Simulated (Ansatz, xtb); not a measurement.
**Two isomers of FH2NSiSn**

We compare X, `F[SiH2][N]=[Sn]`, a singlet, with Y, `F[Si@@H]1[NH][Sn]1`, a singlet. Both are isolated molecules in the gas phase, relaxed with PBE0-D3(BJ)/def2-SVP; the shapes shown needn't be the lowest conformers.

X (Å):

```xyz
6

F     1.4096    1.1549    2.8645
N    -0.6877    1.0551    1.0973
Si    0.8433    1.7070    1.4381
Sn   -2.3669    0.2704    0.8393
H     0.7946    3.1941    1.5616
H     1.8527    1.3097    0.4123
```

Y (Å):

```xyz
6

F    -0.8831    1.1313    0.4704
N     1.1432   -0.3586   -0.8192
Si    0.3008    0.0116    0.6335
Sn    0.2483   -2.2313   -0.5829
H     1.1290    0.5286    1.7635
H     1.7414    0.1049   -1.4979
```

Task: Estimate E(Y) − E(X) at the level CCSD(T)/def2-TZVP.

Result: Calculated at CCSD(T)/def2-TZVP: E(Y) − E(X) = +6.9 kcal/mol, so structure X lies lower.

How the difference moves with the method:

```
               level              geometry  E(Y) − E(X) (kcal/mol)  departure from the last row (kcal/mol)  job, with rough time for the two
            GFN2-xTB              GFN2-xTB                     +19.0                                   +12.1              optimisation, 0.41 s
           HF/STO-3G              GFN2-xTB                      +4.3                                    −2.6               single point, 1.1 s
  r2SCAN-D4/def2-SVP              GFN2-xTB                      +3.9                                    −3.0               single point, 3.2 s
PBE0-D3(BJ)/def2-SVP  PBE0-D3(BJ)/def2-SVP                      −2.3                                    −9.2                optimisation, 31 s
        HF/def2-TZVP  PBE0-D3(BJ)/def2-SVP                      +6.8                                    −0.1           part of the CCSD(T) run
       MP2/def2-TZVP  PBE0-D3(BJ)/def2-SVP                     +10.6                                    +3.6           part of the CCSD(T) run
   CCSD(T)/def2-TZVP  PBE0-D3(BJ)/def2-SVP                      +6.9                                                     single point, 1.9 min
```

As drawn, Y has 1 N–Sn, 1 Si–Sn, 1 N–H in place of 1 N=Sn, 1 Si–H. Structure X has no ring, Y a 3-membered ring.

PBE0-D3(BJ)/def2-SVP puts the two in the other order. The largest departure from CCSD(T)/def2-TZVP is that of GFN2-xTB, 12.1 kcal/mol.

With harmonic frequencies from PBE0-D3(BJ)/def2-SVP (ideal gas, rigid rotor, one conformer each, 400 K, 1 atm): the zero-point term adds +1.5 kcal/mol; ΔH is +8.3 and ΔG +9.5 kcal/mol.

The T1 diagnostic of structure X is large, so the coupled-cluster value is less sure. The correlated steps freeze 11 core orbitals; the filled d shell of Sn is correlated, in a basis made for valence electrons. Atoms past krypton carry core potentials in the def2 sets, other sets are all-electron and non-relativistic, and no spin–orbit term is included. Mirror images aren't counted in ΔG. Programs: Ansatz 0.2.0, xtb 6.7.1; the last row on 2 threads of AMD EPYC 7R43 64-Core Processor (Zen 3) on a shared host.

The coupled-cluster energies favour the open isomer X by a modest 6.9 kcal/mol, and the thermal terms widen the gap. Formally, a hydrogen moves from silicon to nitrogen while a Si–Sn bond closes the ring. Y thus gains a strong N–H bond and a Si–Sn σ bond, but gives up a Si–H bond and the N–Sn π bonding, and takes on the strain of a three-membered ring. The nearly linear Si–N–Sn unit in X suggests that the nitrogen lone pair also donates into an empty tin 5p orbital, which would help offset the usual weakness of π bonds to heavy tetrel atoms. Tin is formally divalent in both isomers, so the balance probably doesn't hinge on a change in its oxidation state.

The close match between Hartree–Fock and CCSD(T) reflects cancellation: MP2 shifts the balance further towards X, and higher-order correlation takes almost all of that shift back. The energy difference says nothing about the barrier to hydrogen migration, and so nothing about whether Y could persist.
